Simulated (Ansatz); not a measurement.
# A family of molecules: the HOMO–LUMO gap

One atom is swapped for its congeners: C2H7BO `CBOC`; C2H7GaO `C[O][GaH][CH3]`; C2H7InO `C[O][InH][CH3]`. The Al member is missing. All are singlets with charge 0.

Shapes, held fixed at every level: PBE0-D4/def2-TZVP. Flexible molecules stand in one conformer, not always the lowest. Programs: Ansatz 0.2.0. Values in eV.

Question: How should the HOMO–LUMO gap change along the series?

Answer: At wB97M-V/def2-TZVPP the HOMO–LUMO gap falls at every step, from 12.80 to 9.70 eV. Every level shows the same order. For atoms past krypton def2 sets carry core potentials with scalar relativity. Relativity is left out for Ga unless named. Orbital gaps aren't excitation energies, and the LUMO depends on the basis.

```
               level  C2H7BO  C2H7GaO  C2H7InO
    SPW92/def2-TZVPP    5.97     4.57     3.77
   PBE-D4/def2-TZVPP    6.14     4.65     3.83
r2SCAN-D4/def2-TZVPP    6.84     5.21     4.35
 B3LYP-D4/def2-TZVPP    8.16     6.38     5.44
  PBE0-D4/def2-TZVPP    8.61     6.88     5.93
  wB97X-V/def2-TZVPP   13.23    11.26    10.10
  wB97M-V/def2-TZVPP   12.80    10.92     9.70
```

The gap narrows from boron to gallium to indium with every functional, so the ordering is robust even though its absolute size is not. The likely cause is weakening π bonding between oxygen and the group 13 atom. In the three-coordinate boron compound, the compact empty 2p orbital overlaps well with an oxygen lone pair, which stabilises the donor level and pushes the π* acceptor level up. Gallium and indium have more diffuse valence p orbitals and longer, more polar bonds to oxygen, so this splitting shrinks. Their weaker metal–carbon σ bonds probably also raise the occupied levels.

The larger drop from boron to gallium doesn't show that the effect levels off down the group, since that step spans two periods and the next only one. The much wider gaps from the range-separated hybrids probably reflect their larger share of long-range exact exchange. The trend applies to isolated monomers and may not carry over to the condensed phase, where the gallium and indium alkoxides tend to associate through oxygen bridges that fill the vacant p orbital.
